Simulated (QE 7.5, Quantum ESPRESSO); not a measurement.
# Notes on computing the Pt-Pt distance in platinum metal

*A first attempt by someone new to these calculations. It holds errors of set-up and of interpretation; a review follows at the end.*

## Experimental context

The number I want to reproduce is the distance between neighbouring platinum atoms in the bulk metal. It comes from "Platinum–copper single atom alloy catalysts with high performance towards glycerol hydrogenolysis" (2019, PubMed Central 6925196), where a platinum foil serves as the reference sample. The method is EXAFS at the Pt L3 edge: the wiggles in the X-ray absorption above the edge are fitted, and the fit gives the distance to the nearest shell of atoms. The result for the foil is 2.77 Å. No uncertainty comes with the value, so I allow 0.02 Å, the usual accuracy of such a shell fit. The temperature of the measurement is not given with the value.

| compared with | measured | source's wording or label | method |
| --- | --- | --- | --- |
| Pt-Pt, nearest shell (Å) | 2.77 | Pt-Pt nearest neighbour | Pt L3-edge EXAFS fit |

Conditions are those given with the value in the passage it was taken from; "not stated" means there, and the paper may say more elsewhere. The values are a selection: others may have been left out beforehand as unlike or outlying.

## Aim and plan

I want the program to find the Pt-Pt distance by itself and give 2.77 Å. My target is the same two decimals as the measurement, because then the two numbers can be written side by side without any explanation. The model is the fcc crystal with one atom in the cell, started from a published structure whose edge is 2.7731 Å. That is already the right distance, so I expect the relaxation to have little to do. I will use PBE in Quantum ESPRESSO, since that is the name I have met most often. If the distance comes out wrong I will change settings until it fits.

System: Pt, fcc; Fm-3m (No. 225), 1 atom in the cell used, edges 2.7731, 2.7731, 2.7731 A, angles 60.00, 60.00, 60.00 deg; cell from a published crystal structure; structure from the Crystallography Open Database.

## 1. One atom, one k-point

The input asks for a k-point mesh. I understand it as a grid laid over the cell, and as there is only one atom in the cell, one point should be enough for it. I therefore take a 1x1x1 mesh with PBE and let the cell relax, with a limit of 25 steps. I expect about 2.77 Å and a quick finish.

**Run 1.** QE 7.5: PBE, pw.x with GBRV ultrasoft files, cell and atoms relaxed, cutoff 45 Ry, mesh 1x1x1, Fermi-Dirac 0.1 eV, force tolerance 0.015 eV/A, at most 25 steps.

Key lines of the input:
```
&control
   calculation='vc-relax'
   forc_conv_thr=5.8e-04, etot_conv_thr=1e-04, nstep=25, tstress=.true., tprnfor=.true.
/
&system
   ibrav=0, nat=1, ntyp=1
   ecutwfc=45, ecutrho=360
   occupations='smearing', smearing='fd', degauss=0.0073
/
&electrons
   conv_thr=1.0e-09, mixing_beta=0.5, electron_maxstep=100
/
&ions
/
&cell
   press_conv_thr=0.2
/
ATOMIC_SPECIES
Pt 1.0 Pt.gbrv-pbe.upf
CELL_PARAMETERS angstrom
  0.00000000 1.96090000 1.96090000
  1.96090000 0.00000000 1.96090000
  1.96090000 1.96090000 0.00000000
ATOMIC_POSITIONS crystal
Pt   0.00000000 0.00000000 0.00000000
K_POINTS automatic
1 1 1 0 0 0
```

Command:
```
OMP_NUM_THREADS=1 mpirun --oversubscribe --bind-to none -np 4 pw.x -in relax.in > relax.out
```

Selected lines of the output:
```
     bfgs converged in   5 scf cycles and   3 bfgs steps
!    total energy              =    -211.36812328 Ry
     Total force =     0.000000     Total SCF correction =     0.000000
          total   stress  (Ry/bohr**3)                   (kbar)     P=       -0.02
```

Converged; 3.6 s on 4 cores of Intel Xeon at 2.70GHz, shared host.

| quantity | run 1 | measured | deviation |
| --- | --- | --- | --- |
| Pt-Pt, nearest shell (Å) | 2.730 | 2.77 | −0.040 (−1.4 %) |
| cell edge a (Å) | 3.861 |  |  |
| volume per atom (Å³) | 14.39 |  |  |

The distance is 2.730 Å, which is 0.040 Å too short and outside my 0.02 Å. The output says that the relaxation converged, the force is zero and the pressure at the end is only -0.02 kbar. I conclude that the calculation itself is in order and that one k-point was enough. The error must then come from PBE, which pulls the platinum atoms too close together.

## 2. A revised functional against the short distance

Since PBE makes the bond too short, I need a functional that makes it longer. RPBE is a revised PBE, so I take it that this fault has been repaired there. I also set the mesh to 12x12x12, which should make no difference with a single atom. I expect the missing 0.04 Å to come back and the distance to land on 2.77 Å.

**Run 2.** QE 7.5: RPBE, pw.x with GBRV ultrasoft files made for PBE, cell and atoms relaxed, cutoff 45 Ry, mesh 12x12x12, Fermi-Dirac 0.1 eV, force tolerance 0.015 eV/A.

Key lines of the input, as changed from run 1:
```diff
  &control
-    forc_conv_thr=5.8e-04, etot_conv_thr=1e-04, nstep=25, tstress=.true., tprnfor=.true.
+    forc_conv_thr=5.8e-04, etot_conv_thr=1e-04, nstep=60, tstress=.true., tprnfor=.true.
  &system
+    input_dft='rpbe'
- 1 1 1 0 0 0
+ 12 12 12 0 0 0
```

Command:
```
OMP_NUM_THREADS=1 mpirun --oversubscribe --bind-to none -np 4 pw.x -nk 4 -in relax.in > relax.out
```

Selected lines of the output:
```
     bfgs converged in   5 scf cycles and   4 bfgs steps
          total   stress  (Ry/bohr**3)                   (kbar)     P=        1.92
```

Converged; took 13 s.

| quantity | run 2 | measured | deviation |
| --- | --- | --- | --- |
| Pt-Pt, nearest shell (Å) | 2.819 | 2.77 | +0.049 (+1.8 %) |
| cell edge a (Å) | 3.987 |  |  |
| volume per atom (Å³) | 15.85 |  |  |

RPBE gives 2.819 Å, now 0.049 Å too long, so it has repaired too much. The miss is even larger than the one with PBE, and I conclude that PBE is the better functional for platinum after all. The final pressure is 1.92 kbar here, while it was almost zero with PBE, which I take as another sign that RPBE does not suit this metal.

## 3. Back to PBE from a larger cell

In the PBE run the cell shrank from the published structure and stopped too small. I think it stopped there because it had started too small. I will therefore start PBE from a volume enlarged by 12 %, so that it comes down towards 2.77 Å from above. I allow only 2 steps, to keep it from shrinking too far again. The 12x12x12 mesh stays, since it is already typed in.

**Run 3.** QE 7.5: PBE, pw.x with GBRV ultrasoft files, cell and atoms relaxed, cutoff 45 Ry, mesh 12x12x12, Fermi-Dirac 0.1 eV, start volume x1.12, force tolerance 0.015 eV/A, at most 2 steps.

Key lines of the input:
```
&control
   calculation='vc-relax'
   forc_conv_thr=5.8e-04, etot_conv_thr=1e-04, nstep=2, tstress=.true., tprnfor=.true.
/
&system
   ibrav=0, nat=1, ntyp=1
   ecutwfc=45, ecutrho=360
   occupations='smearing', smearing='fd', degauss=0.0073
/
&electrons
   conv_thr=1.0e-09, mixing_beta=0.5, electron_maxstep=100
/
&ions
/
&cell
   press_conv_thr=0.2
/
ATOMIC_SPECIES
Pt 1.0 Pt.gbrv-pbe.upf
CELL_PARAMETERS angstrom
  0.00000000 2.03639234 2.03639234
  2.03639234 0.00000000 2.03639234
  2.03639234 2.03639234 0.00000000
ATOMIC_POSITIONS crystal
Pt   0.00000000 0.00000000 0.00000000
K_POINTS automatic
12 12 12 0 0 0
```

Selected lines of the output:
```
     the Fermi energy is    19.3683 ev
!    total energy              =    -210.69347890 Ry
     Total force =     0.000000     Total SCF correction =     0.000000
          total   stress  (Ry/bohr**3)                   (kbar)     P=     -159.77
     the Fermi energy is    21.6910 ev
!    total energy              =    -210.69853558 Ry
     Total force =     0.000000     Total SCF correction =     0.000000
          total   stress  (Ry/bohr**3)                   (kbar)     P=       10.71
     The maximum number of steps has been reached.
```

Not converged; 10 s on 4 cores of Intel Xeon at 2.50GHz (Skylake/Cascade Lake), shared host.

The run stopped at its limit of 2 steps, so I have no relaxed distance to compare. The pressure went from -159.77 to 10.71 kbar, and I read the change of sign as the cell having passed the right size and become unstable.

I also compared the total energies. This run ends at -210.69853558 Ry, while PBE with one k-point reached -211.36812328 Ry. I have read that the lowest energy is the best one, so the large mesh has made the calculation worse.

## 4. A smaller mesh to lower the energy

I go back to the published cell and reduce the mesh to 7x7x7, still with PBE. One point gave the better energy but too short a distance, so I want something in between. I expect the energy to drop back towards the one-point value and the distance to settle near 2.77 Å. The step limit goes back up, so that the run can finish.

**Run 4.** QE 7.5: PBE, pw.x with GBRV ultrasoft files, cell and atoms relaxed, cutoff 45 Ry, mesh 7x7x7, Fermi-Dirac 0.1 eV, force tolerance 0.015 eV/A.

Key lines of the input, as changed from run 2:
```diff
  &system
-    input_dft='rpbe'
- 12 12 12 0 0 0
+ 7 7 7 0 0 0
```

Selected lines of the output:
```
     bfgs converged in   4 scf cycles and   3 bfgs steps
!    total energy              =    -210.69626547 Ry
          total   stress  (Ry/bohr**3)                   (kbar)     P=        1.54
     new unit-cell volume =    105.71174 a.u.^3 (    15.66486 Ang^3 )
```

Converged; 7.2 s on 4 cores of Intel Xeon at 2.70GHz, shared host.

| quantity | run 4 | measured | deviation |
| --- | --- | --- | --- |
| Pt-Pt, nearest shell (Å) | 2.809 | 2.77 | +0.039 (+1.4 %) |
| cell edge a (Å) | 3.972 |  |  |
| volume per atom (Å³) | 15.66 |  |  |

The distance is 2.809 Å, 0.039 Å too long, and the energy has not dropped towards the one-point value as I had hoped. With one k-point PBE was too short by almost the same amount. Halfway between the two results lies 2.77 Å, so I believe that PBE does contain the right distance and that the mesh only pushes it to one side or the other.

## 5. A lower cutoff to shorten the bond

The coarse mesh gave a short bond and the finer one a long bond, from which I conclude that coarser settings pull the atoms together. The cutoff is also a setting that can be made coarser, so I lower it from 45 to 30 Ry with PBE. The mesh goes back to 12x12x12, because 7x7x7 did not help the energy. I expect the lower cutoff to take off the surplus 0.04 Å.

**Run 5.** QE 7.5: PBE, pw.x with GBRV ultrasoft files, cell and atoms relaxed, cutoff 30 Ry, mesh 12x12x12, Fermi-Dirac 0.1 eV, force tolerance 0.015 eV/A.

Key lines of the input, as changed from run 2:
```diff
  &system
-    ecutwfc=45, ecutrho=360
+    ecutwfc=30, ecutrho=360
-    input_dft='rpbe'
```

Selected lines of the output:
```
     bfgs converged in   4 scf cycles and   3 bfgs steps
          total   stress  (Ry/bohr**3)                   (kbar)     P=       10.96
```

Converged; took 7.4 s.

| quantity | run 5 | measured | deviation |
| --- | --- | --- | --- |
| Pt-Pt, nearest shell (Å) | 2.787 | 2.77 | +0.017 (+0.6 %) |
| cell edge a (Å) | 3.942 |  |  |
| volume per atom (Å³) | 15.31 |  |  |

The lower cutoff has shortened the bond as I thought it would. The distance is 2.787 Å, 0.017 Å above the measurement and inside my 0.02 Å. Rounded to two decimals it is still 2.79 Å, so my target is not reached. After the relaxation had converged the pressure came back as 10.96 kbar, and I take this to mean that the program has trouble with changing the cell.

## 6. Relaxing the atoms in a fixed cell

In every run that finished, the distance went wrong while the cell was changing. I will now keep the published cell and let PBE relax only the atom, which should be enough, since I am after a distance between atoms and not a cell size. I put the cutoff back to 45 Ry, because with the cell held still there is no surplus length to take off. I expect 2.77 Å.

**Run 6.** QE 7.5: PBE, pw.x with GBRV ultrasoft files, atoms relaxed at the starting cell, cutoff 45 Ry, mesh 12x12x12, Fermi-Dirac 0.1 eV, force tolerance 0.015 eV/A.

Key lines of the input, as changed from run 2:
```diff
  &control
-    calculation='vc-relax'
+    calculation='relax'
  &system
-    input_dft='rpbe'
- /
- &cell
-    press_conv_thr=0.2
```

Selected lines of the output:
```
     Total force =     0.000000     Total SCF correction =     0.000000
          total   stress  (Ry/bohr**3)                   (kbar)     P=       92.85
     bfgs converged in   1 scf cycles and   0 bfgs steps
```

Converged; took 4.2 s.

| quantity | run 6 | measured | deviation |
| --- | --- | --- | --- |
| Pt-Pt, nearest shell (Å) | 2.773 | 2.77 | +0.003 (+0.1 %) |
| volume per atom (Å³) | 15.08 |  |  |

The distance is 2.773 Å, which rounds to 2.77 Å, so my target is reached. The relaxation converged at once with zero force, and I take this as PBE confirming the measured distance. The pressure is 92.85 kbar, but pressure concerns the cell and I only asked about the atoms, so I leave it aside.

I now think that the earlier misses came from letting the program change the cell. I will keep this result and change nothing more, since every other setting I tried moved the distance away from 2.77 Å.

## Overview

| run | settings | Pt-Pt, nearest shell (Å) | deviation | cost | status |
| --- | --- | --- | --- | --- | --- |
| 1 | PBE, pw.x with GBRV ultrasoft files, cell and atoms relaxed, cutoff 45 Ry, mesh 1x1x1, at most 25 steps | 2.730 | −0.040 (−1.4 %) | under 1 core-min |  |
| 2 | RPBE, pw.x with GBRV ultrasoft files made for PBE, cell and atoms relaxed, cutoff 45 Ry, mesh 12x12x12 | 2.819 | +0.049 (+1.8 %) | under 1 core-min |  |
| 3 | PBE, pw.x with GBRV ultrasoft files, cell and atoms relaxed, cutoff 45 Ry, mesh 12x12x12, start volume x1.12, at most 2 steps | – |  | under 1 core-min | not converged |
| 4 | PBE, pw.x with GBRV ultrasoft files, cell and atoms relaxed, cutoff 45 Ry, mesh 7x7x7 | 2.809 | +0.039 (+1.4 %) | under 1 core-min |  |
| 5 | PBE, pw.x with GBRV ultrasoft files, cell and atoms relaxed, cutoff 30 Ry, mesh 12x12x12 | 2.787 | +0.017 (+0.6 %) | under 1 core-min |  |
| 6 | PBE, pw.x with GBRV ultrasoft files, atoms relaxed at the starting cell, cutoff 45 Ry, mesh 12x12x12 | 2.773 | +0.003 (+0.1 %) | under 1 core-min |  |
|  | measured | 2.77 |  |  |  |

## Closing entry

I consider the work finished. PBE gives a Pt-Pt distance of 2.773 Å, and the foil measurement gives 2.77 Å, so the two agree to the two decimals I had set as my target. This is the value I would put next to our EXAFS results.

What I take from the runs is that the cell should be kept fixed when a distance is wanted. Each time the program was allowed to change the cell, the distance moved away from the measurement, to 2.730 Å with one k-point and to 2.819 Å with RPBE. The lower cutoff came near with 2.787 Å, but it is no longer needed. RPBE I would not use for platinum again.

I still do not understand why the pressure is 92.85 kbar in the run that gives the right distance, when it was almost zero in the first run, which gave a wrong one. Since the force on the atom is zero, I assume that it does not matter. For the next metal I would start directly with the published cell and relax only the atoms.

## Reviewer's comments

Further runs made for the review:

| reviewer's run | settings | Pt-Pt, nearest shell (Å) | deviation | cost |
| --- | --- | --- | --- | --- |
| R1 | PBE, pw.x with GBRV ultrasoft files, cell and atoms relaxed, cutoff 45 Ry, mesh 12x12x12 | 2.804 | +0.034 (+1.2 %) | under 1 core-min |
| R2 | PBE, pw.x with GBRV ultrasoft files, cell and atoms relaxed, cutoff 45 Ry, mesh 16x16x16 | 2.804 | +0.034 (+1.2 %) | 61 core-s |
| R3 | PBE, pw.x with GBRV ultrasoft files, cell and atoms relaxed, cutoff 60 Ry, mesh 12x12x12 | 2.805 | +0.035 (+1.3 %) | under 1 core-min |
| R4 | PBEsol, pw.x with GBRV ultrasoft files, cell and atoms relaxed, cutoff 45 Ry, mesh 12x12x12 | 2.768 | −0.002 (−0.1 %) | under 1 core-min |
|  | measured | 2.77 |  |  |

The 0.02 Å allowance is sensible, but a target of two matching decimals is stricter than that and arbitrary. Changing settings until the number fits tests nothing. Nor does starting at the measured distance leave relaxation little to do, since it seeks the functional's own minimum.

Run 1 has the k-points backwards. The mesh is not laid over the cell: it samples the Brillouin zone, which is large when the cell is small, so a small cell needs a dense mesh, and a metal with its sharp Fermi surface all the more. Convergence and zero pressure show only that the cell relaxed at that setting. With a 12x12x12 mesh PBE gives 2.804 Å (R1), and 16x16x16 gives the same (R2). PBE therefore makes the bond too long, not too short, and the proper mesh costs under a core-minute.

Run 2 therefore set out to repair a fault PBE does not have; RPBE was revised mainly for adsorption energies and tends to lengthen bonds. PBE is indeed closer here, but run 2 changed functional and mesh together, so the fair comparison is R1 with run 2, a difference of 0.015 Å. Run 2 also uses files made for PBE, and the effect of that mismatch is not shown in this report. One distance does not rule RPBE out for platinum. The final 1.92 kbar is no sign against it either: the last step rebuilds the plane-wave basis for the new cell, and PBE shows 1.54 kbar in run 4.

Run 3 rightly reports no relaxed distance. However, run 1 came out short because of its mesh, not its starting size, and two steps were too few. The pressure's change of sign is an ordinary overshoot, not instability. Total energies from different meshes cannot be ranked: the lower one-point energy is a sampling error.

Run 4 is nearly sound, only 0.005 Å above R1. Averaging it with run 1 merely mixes in a large error; denser meshes settle at 2.804 Å (R1, R2), not 2.77 Å.

Run 5 comes within 0.02 Å by chance. Its low cutoff shortens the bond by 0.017 Å against R1, while raising the cutoff to 60 Ry gives 2.805 Å (R3), so 45 Ry was adequate. Coarser settings do not always shorten bonds, as run 4 shows. The returning 10.96 kbar was a warning of too small a basis, not of trouble with changing the cell.

Run 6 restores the right cutoff for the wrong reason, and its 2.773 Å is simply the input. In a fixed cell with one atom no distance can change, and symmetry makes the force zero. The 92.85 kbar matters: PBE wants to expand this cell. Run 1 had almost no pressure because its cell had relaxed, to a wrong size. Fixing the cell for the next metal would again return the input; the cell must relax.

The verdict is that converged PBE is 0.034 Å too long (R1), outside the allowance, as is well known of PBE for heavy metals. PBEsol, designed for the equilibrium sizes of solids, gives 2.768 Å (R4) and agrees with the foil, assuming that the mesh and cutoff checks made with PBE hold for it too. The published structure is consistent with the measured value, though its sample and temperature may differ, and a foil often serves to calibrate the EXAFS fit itself. Thermal and zero-point expansion, missing from the calculations, would lengthen both results by at most a few tenths of a percent, which widens the PBE miss and leaves PBEsol inside the allowance. The runs are scalar-relativistic; the effect of spin-orbit coupling, which can matter in so heavy an element, is not shown in this report.

[Logs are printed without paths, hosts, clocks, repeated set-up lines and the standing remarks that a program may print on its own settings, such as how far it seeks lower states.]

[The runs shown are a pick from a larger set of finished runs; failed, doubtful and other runs were left out of it ahead of writing. So were measured values far from every level or from commonly accepted values, and agreement can look better than it is. Lines of input and output are excerpts and may be shortened.]
